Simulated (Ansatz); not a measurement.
# A series in volume scale on Pb

Periodic Kohn-Sham DFT of a crystal at fixed atoms, scaled to volume_scale times the given cell; pressure positive in compression, energy less spherical unpolarised free atoms, largest_vzz the field gradient of largest size among the nuclei. The results are calculated, by Ansatz 0.2.0.

The cell before it is scaled or strained (space group Fd-3m, No. 227):
```
CELL_PARAMETERS angstrom
0.00000 3.43900 3.43900
3.43900 0.00000 3.43900
3.43900 3.43900 0.00000
ATOMIC_POSITIONS crystal
Pb 0.00000 0.00000 0.00000
Pb 0.25000 0.25000 0.25000
```

Settings of every row: method all-electron LAPW; functional LDA; relativity scalar; k mesh 8x8x8; filling fermi-dirac; smearing width 0.05 eV; basis error target 0.25 meV/atom; nucleus gaussian.

Atom start moment: 0 on all atoms.

Limits: no spin-orbit coupling on heavy atoms; the cell comes from a prototype or a list of computed structures and needn't be the stable phase.

| row | volume scale | V (Å³/atom) | pressure (GPa) | energy less free atoms (eV/atom) |
| --- | --- | --- | --- | --- |
| 1 | 0.94 | 38.232 | ? | ? |
| 2 | 0.95 | 38.638 | 1.023 | -3.9412 |
| 3 | 0.96 | 39.045 | 0.627 | -3.9433 |
| 4 | 0.98 | 39.859 | -0.097 | -3.9446 |
| 5 | 0.99 | 40.265 | -0.428 | -3.9439 |
| 6 | 1 | 40.672 | -0.739 | -3.9424 |
| 7 | 1.01 | 41.079 | -1.033 | -3.9402 |
| 8 | 1.02 | 41.486 | -1.31 | -3.9372 |
| 9 | 1.04 | 42.299 | -1.816 | -3.9292 |
| 10 | 1.05 | 42.706 | -2.048 | -3.9243 |
| 11 | 1.06 | 43.112 | -2.265 | -3.9188 |

Question: what pressure and energy less free atoms should row 1 give?

Worked fit of pressure. Take u = (V_r/V)^(2/3) − 1 with V_r = 40.876 Å³ an atom, which is twice the finite (Eulerian) strain; such expansions in the strain, on which the Birch-Murnaghan equation of state is built, carry the rest volume and the bulk modulus. The shown rows have u = 0.03825, 0.03102, 0.01694, 0.01009, 0.00334, -0.0033, -0.00983, -0.02256, -0.02878, -0.03488. Least squares give pressure = −0.8887 + 44.251 × u + 143.23 × u² + 171 × u³ GPa; a parabola predicts inner rows, each left out in turn, worse (root mean square 0.0017 against 0.00037 GPa). The rows lie off it by 0.000, 0.000, 0.000, -0.001, 0.000, 0.000, 0.000, 0.000, 0.000, 0.000. The pressure vanishes at u = 0.0189, or V = 39.74 Å³ an atom, and there the bulk modulus at fixed shape and fractions is B = −V dP/dV = (2/3)(1 + u) dP/du = 33.9 GPa. The withheld row has u = 0.04559, so the fit gives −0.8887 + 44.251 × (0.04559) + 143.23 × (0.04559)² + 171 × (0.04559)³ = 1.443 GPa.

The calculation gave 1.443 GPa. The fit meets it to the printed digit. This row lies beyond the range of the fit.

Worked fit of energy less free atoms. Take u = (V_r/V)^(2/3) − 1 with V_r = 40.876 Å³ an atom, which is twice the finite (Eulerian) strain; such expansions in the strain, on which the Birch-Murnaghan equation of state is built, carry the rest volume and the bulk modulus. The shown rows have u = 0.03825, 0.03102, 0.01694, 0.01009, 0.00334, -0.0033, -0.00983, -0.02256, -0.02878, -0.03488. Least squares give energy less free atoms = −3.9414 − 0.3374 × u + 8.928 × u² eV/atom; a straight line predicts inner rows, each left out in turn, worse (root mean square 0.0042 against 3.6e-05 eV/atom). All shown rows lie on it to the printed digit. Its lowest point lies at u = 0.0189, or V = 39.74 Å³ an atom, and the curvature there gives the bulk modulus at fixed shape and fractions, B = (4/9)(1 + u)² E″(u)/V = 33.2 GPa. The withheld row has u = 0.04559, so the fit gives −3.9414 − 0.3374 × (0.04559) + 8.928 × (0.04559)² = -3.9382 eV/atom.

The calculation gave -3.9381 eV/atom. The fit lies 0.0001 eV/atom (0.39 % of the column's range) below it, one unit of the last digit. This row lies beyond the range of the fit.
